# Orbital gradient and Hessian of a closed-shell determinant in the exponential parametrisation

## Statement

Atomic units are used (energies in $E_h$, lengths in bohr). Let $\{\phi_p\}$ be a finite orthonormal set of real spatial orbitals; $i,j$ label orbitals doubly occupied in the determinant $|0\rangle$, $a,b$ empty ones, $p,q,r,s$ any. Two-electron integrals are $(pq|rs)=\iint\phi_p(1)\phi_q(1)\,r_{12}^{-1}\phi_r(2)\phi_s(2)$, and $E_{pq}=\sum_\sigma a^\dagger_{p\sigma}a_{q\sigma}$. Define

$$|\kappa\rangle=e^{-\hat\kappa}|0\rangle,\qquad \hat\kappa=\sum_{p>q}\kappa_{pq}(E_{pq}-E_{qp})=\sum_{pq}\kappa_{pq}E_{pq},\tag{1}$$

with $\boldsymbol\kappa$ real and antisymmetric and occupied orbitals numbered first. With $E(\kappa)=\langle\kappa|\hat H|\kappa\rangle$ and the Fock matrix $F_{pq}=h_{pq}+\sum_i[2(pq|ii)-(pi|iq)]$ of $|0\rangle$:

1. $|\kappa\rangle$ is a normalised closed-shell determinant of orthonormal orbitals for every $\boldsymbol\kappa$. No constraint and no Lagrange multiplier is needed at any order.
2. The parameters $\kappa_{ai}$ suffice to reach every such determinant.
3. The gradient at $\boldsymbol\kappa=0$ is
$$\mathcal G_{ai}=\frac{\partial E}{\partial\kappa_{ai}}=-4F_{ai}.\tag{2}$$
4. The Hessian at $\boldsymbol\kappa=0$ is
$$\mathcal H_{ai,bj}=4\left[\delta_{ij}F_{ab}-\delta_{ab}F_{ij}+4(ai|bj)-(ab|ij)-(aj|bi)\right],\tag{3}$$
and at a stationary point, in canonical orbitals with $F_{pq}=\varepsilon_p\delta_{pq}$,
$$\mathcal H_{ai,bj}=4\left[(\varepsilon_a-\varepsilon_i)\delta_{ab}\delta_{ij}+4(ai|bj)-(ab|ij)-(aj|bi)\right].\tag{4}$$

Each pair $(a,i)$ counts once, $\kappa_{ia}=-\kappa_{ai}$ being no independent variable. The sign in (2) reverses for $e^{+\hat\kappa}$, while (3) and (4) do not change.

## Premises

The Hamiltonian is real, spin-free and has at most two-body terms, $\hat H=\sum h_{pq}E_{pq}+\tfrac12\sum(pq|rs)(E_{pq}E_{rs}-\delta_{qr}E_{ps})$; the nuclear repulsion is a constant and is left out. The energy is the Hartree–Fock expectation value. The integrals have the symmetry $(pq|rs)=(qp|rs)=(pq|sr)=(rs|pq)$.

## Proof

### Step 1: the operator rotates the orbitals

The anticommutation rules give $[E_{pq},a^\dagger_{r\sigma}]=\delta_{qr}a^\dagger_{p\sigma}$, hence $[\hat\kappa,a^\dagger_{r\sigma}]=\sum_p a^\dagger_{p\sigma}\kappa_{pr}$, and the $n$-fold nested commutator is $\sum_p a^\dagger_{p\sigma}(\boldsymbol\kappa^n)_{pr}$. The commutator series $e^{-A}Be^{A}=B-[A,B]+\tfrac12[A,[A,B]]-\dots$ then sums to

$$e^{-\hat\kappa}a^\dagger_{r\sigma}e^{\hat\kappa}=\sum_p a^\dagger_{p\sigma}U_{pr},\qquad \mathbf U=e^{-\boldsymbol\kappa}.\tag{5}$$

Insert $e^{\hat\kappa}e^{-\hat\kappa}=1$ between the creation operators that build $|0\rangle$ and use $e^{-\hat\kappa}|\text{vac}\rangle=|\text{vac}\rangle$: $|\kappa\rangle$ is the determinant of the orbitals $\tilde\phi_i=\sum_p\phi_pU_{pi}$, the same for both spins.

### Step 2: orthonormality to all orders

Transposing the power series term by term gives $\mathbf U^T=e^{-\boldsymbol\kappa^T}=e^{\boldsymbol\kappa}$. Since $\boldsymbol\kappa$ commutes with $-\boldsymbol\kappa$, $\mathbf U^T\mathbf U=e^{\boldsymbol\kappa}e^{-\boldsymbol\kappa}=\mathbf 1$, so $\langle\tilde\phi_p|\tilde\phi_q\rangle=\delta_{pq}$ identically in $\boldsymbol\kappa$. An identity in $\boldsymbol\kappa$ holds order by order when $\boldsymbol\kappa$ is expanded in a perturbation. This proves statement 1.

### Step 3: redundant parameters

The determinant is fixed, up to sign, by the projector on its occupied space,

$$\mathbf P(\kappa)=\mathbf U\mathbf P_0\mathbf U^T,\qquad \mathbf P_0=\begin{pmatrix}\mathbf 1&0\\0&0\end{pmatrix}.$$

A $\boldsymbol\kappa$ with only occupied–occupied and virtual–virtual blocks commutes with $\mathbf P_0$ and leaves it unchanged. Keep therefore

$$\boldsymbol\kappa=\begin{pmatrix}0&-\mathbf X^T\\ \mathbf X&0\end{pmatrix},\qquad X_{ai}=\kappa_{ai}.$$

In the occupied and virtual singular vectors of $\mathbf X$, with singular values $\theta_k$, $\boldsymbol\kappa$ falls into $2\times2$ blocks and $\tilde\phi_k^{\rm occ}=\cos\theta_k\,\phi_k^{\rm occ}-\sin\theta_k\,\phi^{\rm vir}_k$. Any two subspaces of equal dimension are related in just this way through their principal angles $0\le\theta_k\le\pi/2$, so every real closed-shell determinant is reached, by a unique $\mathbf X$ if all angles are below $\pi/2$. This proves statement 2.

### Step 4: the energy is quadratic in the projector

For a closed-shell determinant

$$E=2\,\mathrm{tr}\,\mathbf h\mathbf P+\mathrm{tr}\,\mathbf P\,\mathbf G[\mathbf P],\qquad G[\mathbf P]_{pq}=\sum_{rs}P_{rs}\left[2(pq|rs)-(ps|rq)\right],$$

which is $\sum_i2h_{ii}+\sum_{ij}[2(ii|jj)-(ij|ji)]$ for the rotated orbitals, written in the fixed basis. The form $\mathrm{tr}\,\mathbf A\mathbf G[\mathbf B]$ is symmetric in symmetric $\mathbf A,\mathbf B$, and $\mathbf F=\mathbf h+\mathbf G[\mathbf P_0]$. For $\mathbf P=\mathbf P_0+\boldsymbol\Delta$, exactly,

$$E=E_0+2\,\mathrm{tr}\,\mathbf F\boldsymbol\Delta+\mathrm{tr}\,\boldsymbol\Delta\,\mathbf G[\boldsymbol\Delta].\tag{6}$$

### Step 5: expansion of the projector

The commutator series gives $\boldsymbol\Delta=\mathbf P_1+\mathbf P_2+\dots$ with $\mathbf P_1=-[\boldsymbol\kappa,\mathbf P_0]$ and $\mathbf P_2=\tfrac12[\boldsymbol\kappa,[\boldsymbol\kappa,\mathbf P_0]]$. Block multiplication yields

$$\mathbf P_1=-\begin{pmatrix}0&\mathbf X^T\\ \mathbf X&0\end{pmatrix},\qquad \mathbf P_2=\begin{pmatrix}-\mathbf X^T\mathbf X&0\\0&\mathbf X\mathbf X^T\end{pmatrix}.\tag{7}$$

Each further commutator with the off-diagonal $\boldsymbol\kappa$ switches the block type: odd orders are off-diagonal, even orders block-diagonal.

### Step 6: gradient

The first-order part of (6) is $2\,\mathrm{tr}\,\mathbf F\mathbf P_1=-2\sum_{ai}(F_{ia}+F_{ai})X_{ai}=-4\sum_{ai}F_{ai}X_{ai}$, which is (2). One factor 2 is the double occupation, the other comes from bra and ket both being varied. In operator form $\mathcal G_{ai}=\langle0|[E_{ai}-E_{ia},\hat H]|0\rangle=-2\langle0|\hat HE_{ai}|0\rangle$, so $\mathcal G=0$ is the Brillouin condition $F_{ai}=0$.

### Step 7: Hessian

The second-order part of (6) has two pieces. The Fock piece is

$$2\,\mathrm{tr}\,\mathbf F\mathbf P_2=2\sum_{ai,bj}X_{ai}X_{bj}\,(\delta_{ij}F_{ab}-\delta_{ab}F_{ij}).$$

The two-electron piece is $\mathrm{tr}\,\mathbf P_1\mathbf G[\mathbf P_1]=\sum (P_1)_{pq}(P_1)_{rs}[2(pq|rs)-(ps|rq)]$. The product $X_{ai}X_{bj}$ arises, with sign $(-1)^2$, from $(pq,rs)=(ai,bj),(ai,jb),(ia,bj),(ia,jb)$. The Coulomb integral equals $(ai|bj)$ in all four, giving $8(ai|bj)$. The exchange integral $(ps|rq)$ is in turn $(aj|bi)$, $(ab|ji)$, $(ij|ba)$, $(ib|ja)$, which add to $2(aj|bi)+2(ab|ij)$. The second-order energy is thus $2\sum X_{ai}X_{bj}M_{ai,bj}$, with $M$ the bracket of (3). $M$ is symmetric under $ai\leftrightarrow bj$, so differentiating twice gives $\mathcal H=4M$, which is (3).

At a stationary point $F_{ai}=0$, $\mathbf F$ is block-diagonal, and the redundant rotations of Step 3 diagonalise both blocks without changing the state. This gives (4).

Two remarks complete the picture. The term $-\delta_{ab}F_{ij}$ comes from the depletion $-\mathbf X^T\mathbf X$ of the occupied block; in a linear parametrisation of the orbital coefficients it is supplied by the orthonormality multipliers. And if a redundant part $\boldsymbol\kappa'$ is kept beside $\boldsymbol\kappa$, then $\mathbf P_2$ gains $-\tfrac12[\boldsymbol\kappa',\mathbf P_1]$, an off-diagonal block that couples only to $F_{ai}$. At a stationary point the redundant rows and columns of the full Hessian therefore vanish; elsewhere they are proportional to the gradient.

## Use in the $2n+1$ theorem

Let $\hat H$ depend smoothly on a parameter $\lambda$, with $|0\rangle$ stationary at $\lambda=0$ and $\mathcal H$ nonsingular. The implicit function theorem gives a smooth $\kappa(\lambda)=\lambda\kappa^{(1)}+\lambda^2\kappa^{(2)}+\dots$ with $\partial E/\partial\kappa=0$ for every $\lambda$. Let $\tilde\kappa$ be this series cut after order $n$, so that $\delta=\tilde\kappa-\kappa=O(\lambda^{n+1})$. Taylor expansion about the stationary $\kappa(\lambda)$ has no linear term, so $E(\tilde\kappa,\lambda)-E(\kappa,\lambda)=O(\delta^2)=O(\lambda^{2n+2})$. The parameters through order $n$ fix the energy through order $2n+1$. The argument requires that $\tilde\kappa$ be an admissible trial point, which Step 2 guarantees for any truncation.

For a real one-electron perturbation $\mathbf h\to\mathbf h+\lambda\mathbf V$ in a fixed basis, (6) gains $2\lambda\,\mathrm{tr}\,\mathbf V(\mathbf P_0+\boldsymbol\Delta)$. Write $E=\sum_n\lambda^nE^{(n)}$ and let $\mathbf v$ be the vector of the $V_{ai}$. Then $E^{(1)}=2\sum_iV_{ii}$. The second-order terms are $\tfrac12\kappa^{(1)T}\mathcal H\kappa^{(1)}-4\mathbf v^T\kappa^{(1)}$, and stationarity gives

$$\mathcal H\kappa^{(1)}=4\mathbf v,\qquad E^{(2)}=-8\,\mathbf v^T\mathcal H^{-1}\mathbf v.\tag{8}$$

In third order $\kappa^{(2)}$ enters as $\kappa^{(2)T}(\mathcal H\kappa^{(1)}-4\mathbf v)=0$, and $\mathrm{tr}\,\mathbf F\mathbf P_3=0$ because $\mathbf P_3$ is off-diagonal. What remains, with (7) evaluated at $\kappa^{(1)}$, is

$$E^{(3)}=2\,\mathrm{tr}\left\{(\mathbf V+\mathbf G[\mathbf P_1])\,\mathbf P_2\right\}.\tag{9}$$

## Range of validity

- Equations (2)–(4) are exact derivatives of the restricted Hartree–Fock energy in the given orbital space. Correlation and basis incompleteness affect how physical that energy is, not the formulae. Other functionals, such as Kohn–Sham energies, replace the exchange integrals in part or wholly by an exchange–correlation kernel. Fractional occupations and open shells break $\mathbf P^2=\mathbf P$ or add non-redundant rotations.
- The derivatives refer to $\boldsymbol\kappa=0$; after a finite step the expansion point is reset to the new orbitals.
- Equation (4) probes only real, spin-restricted rotations. If $\alpha$ and $\beta$ orbitals rotate by $+\mathbf X$ and $-\mathbf X$, the first-order total density cancels, the Coulomb term $4(ai|bj)$ drops and the same-spin exchange terms stay:
$$\mathcal H^{T}_{ai,bj}=4[(\varepsilon_a-\varepsilon_i)\delta_{ab}\delta_{ij}-(ab|ij)-(aj|bi)].$$
For imaginary singlet rotations $\mathbf P_1$ is imaginary and antisymmetric, the Coulomb term vanishes, and the pairs $(ai,bj)$, $(ia,jb)$ acquire $i^2=-1$:
$$\mathcal H^{I}_{ai,bj}=4[(\varepsilon_a-\varepsilon_i)\delta_{ab}\delta_{ij}-(ab|ij)+(aj|bi)].$$
A positive definite (4) proves a local minimum among real closed-shell determinants only.
- The response equations need a nonsingular $\mathcal H$; near a zero eigenvalue (8) diverges.
- If the basis moves with $\lambda$, as for nuclear displacements, the fixed orbitals acquire an overlap $\mathbf S(\lambda)\ne\mathbf 1$. The premise is restored by taking $\sum_q\phi_q(\lambda)[\mathbf S^{-1/2}]_{qp}$ as the basis; $\lambda$ then enters through the integrals alone and the proof carries over.

## Illustration: minimal-basis H$_2$

Take one Slater 1s function of exponent 1 on each proton, $\chi_A$ at $z=+R/2$ and $\chi_B$ at $z=-R/2$. The standard closed forms are

$$S=e^{-R}(1+R+\tfrac13R^2),\qquad S'=e^{R}(1-R+\tfrac13R^2),$$
$$h_{AA}=-\tfrac12-\tfrac1R+e^{-2R}(1+\tfrac1R),\qquad h_{AB}=-\tfrac12S-e^{-R}(1+R),$$
$$(AA|AA)=\tfrac58,\qquad (AA|BB)=\tfrac1R-e^{-2R}(\tfrac1R+\tfrac{11}8+\tfrac34R+\tfrac16R^2),$$
$$(AA|AB)=e^{-R}(R+\tfrac18+\tfrac5{16R})-e^{-3R}(\tfrac18+\tfrac5{16R}),$$
$$(AB|AB)=\tfrac15\Big\{e^{-2R}(\tfrac{25}8-\tfrac{23}4R-3R^2-\tfrac13R^3)+\tfrac6R\big[S^2(\gamma_E+\ln R)-2SS'\,\mathrm{Ei}(-2R)+S'^2\,\mathrm{Ei}(-4R)\big]\Big\},$$

with $\gamma_E$ Euler's constant. For $g,u=(\chi_A\pm\chi_B)/\sqrt{2(1\pm S)}$, $h_{gg,uu}=(h_{AA}\pm h_{AB})/(1\pm S)$ and

$$J_{gg,uu}=\frac{\tfrac58+(AA|BB)\pm4(AA|AB)+2(AB|AB)}{2(1\pm S)^2},$$
$$J_{gu}=(gg|uu)=\frac{\tfrac58+(AA|BB)-2(AB|AB)}{2(1-S^2)},\qquad K=(gu|gu)=\frac{\tfrac58-(AA|BB)}{2(1-S^2)}.$$

There is one parameter $\kappa=\kappa_{ug}$, and $\tilde\phi=g\cos\kappa-u\sin\kappa$. Inversion symmetry gives $F_{ug}=0$ at every $R$, so the gradient vanishes and a change of bond length induces no $\kappa$. With $\varepsilon_g=h_{gg}+J_{gg}$ and $\varepsilon_u=h_{uu}+2J_{gu}-K$, (4) reads

$$\mathcal H=4[\varepsilon_u-\varepsilon_g+3K-J_{gu}],$$

while $\mathcal H^T$ and $\mathcal H^I$ have $-K$ and $+K$ in place of $3K$. A field $\mathcal E$ along $z$ adds $+\mathcal E z$ per electron, with $z_{ug}=R/(2\sqrt{1-S^2})$ and $z_{gg}=z_{uu}=0$. Direct evaluation of $2\langle\tilde\phi|h+\mathcal Ez|\tilde\phi\rangle+(\tilde\phi\tilde\phi|\tilde\phi\tilde\phi)$, in which integrals with an odd number of $u$ vanish, gives

$$E=E_0+2(h_{uu}-h_{gg}-J_{gg}+J_{gu}+2K)\sin^2\kappa+B\sin^4\kappa-2\mathcal Ez_{ug}\sin2\kappa,\tag{10}$$

with $B=J_{gg}+J_{uu}-2J_{gu}-4K$. Its slope at $\kappa=0$ is $-4\mathcal Ez_{ug}$, which is (2), and substituting the orbital energies shows that the coefficient of $\sin^2\kappa$ is $\mathcal H/2$, which confirms (4). With $E=E_0-\tfrac12\alpha\mathcal E^2-\tfrac1{24}\gamma\mathcal E^4$, (8) gives $\kappa^{(1)}=4z_{ug}/\mathcal H$ and $\alpha=16z_{ug}^2/\mathcal H$.

At $R=1.4$ bohr (0.741 Å): $h_{AA}=-1.1100$, $h_{AB}=-0.9683$, $(AA|BB)=0.5035$, $(AA|AB)=0.4259$, $(AB|AB)=0.3233$, hence $h_{gg}=-1.1856$, $h_{uu}=-0.5737$, $J_{gg}=0.5660$, $J_{uu}=0.5863$, $\varepsilon_g=-0.6196$, $\varepsilon_u=0.3989$ and $z_{ug}=1.0637$. All entries here and below come from unrounded integrals, and the digits characterise this model basis, not the real molecule.

| $R$ | $S$ | $\varepsilon_u-\varepsilon_g$ | $J_{gu}$ | $K$ | $\mathcal H$ | $\mathcal H^I$ | $\mathcal H^T$ | $\alpha$ |
|---|---|---|---|---|---|---|---|---|
| 1.4 | 0.7529 | 1.0185 | 0.5564 | 0.1403 | 3.531 | 2.409 | 1.287 | 5.13 |
| 2.0 | 0.5865 | 0.7550 | 0.5203 | 0.1517 | 2.759 | 1.546 | 0.332 | 8.84 |
| 3.0 | 0.3485 | 0.4913 | 0.4711 | 0.1737 | 2.165 | 0.776 | −0.614 | 18.93 |
| 5.0 | 0.0966 | 0.2487 | 0.4124 | 0.2147 | 1.922 | 0.204 | −1.514 | 52.53 |

The three Hessians are spaced by $8K$: $\mathcal H=\mathcal H^I+8K$, $\mathcal H^T=\mathcal H^I-8K$. At large $R$ the overlap-type quantities, and with them $\mathcal H^I$, decay exponentially, $K\to\tfrac12(\tfrac58-\tfrac1R)$, and $\mathcal H\to4(\tfrac58-\tfrac1R)$. The real singlet rotation moves charge from one atom to the other and pays the on-site repulsion, so $\mathcal H$ gives no sign of trouble. $\mathcal H^T$ crosses zero at $R=2.29$ bohr (1.21 Å), the Coulson–Fischer point of this basis; beyond it the restricted solution is a saddle point. Equation (8) still gives the restricted response there, but $\alpha\to R^2/(\tfrac58-\tfrac1R)$ grows without bound, whereas two separate atoms with one 1s function each have no polarisability. The two-electron terms of (4) are not small: dropping them gives $\alpha=4z_{ug}^2/(\varepsilon_u-\varepsilon_g)$, which is 4.44 at $R=1.4$ and 101.5 at $R=5.0$.

Since (10) is unchanged under $(\kappa,\mathcal E)\to(-\kappa,-\mathcal E)$, $\kappa$ is odd in $\mathcal E$ and $\kappa^{(2)}=0$. The theorem with $n=2$ then fixes the energy through fifth order from $\kappa^{(1)}$ alone. Expanding (10), the quartic terms are $(B-\mathcal H/6)\kappa^4+\tfrac83\mathcal Ez_{ug}\kappa^3$; with $z_{ug}=\mathcal H\kappa^{(1)}/4$,

$$E^{(4)}=(\kappa^{(1)})^4\,(B+\tfrac12\mathcal H),\qquad B+\tfrac12\mathcal H=2(h_{uu}-h_{gg})+J_{uu}-J_{gg},$$

the energy of the determinant $u^2$ above $g^2$. At $R=1.4$, $\kappa^{(1)}=1.205$, $B+\mathcal H/2=1.2441$, $E^{(4)}=2.622$ and $\gamma=-24E^{(4)}=-62.9$; the negative sign reflects saturation of the induced dipole in a space of two orbitals. For $\mathcal E=0.05$ the second-order term is $-6.408\times10^{-3}$ and the fourth-order term $+1.64\times10^{-5}$. Their sum, $-6.392\times10^{-3}\,E_h$, equals to these digits the value of $E-E_0$ from full minimisation of (10).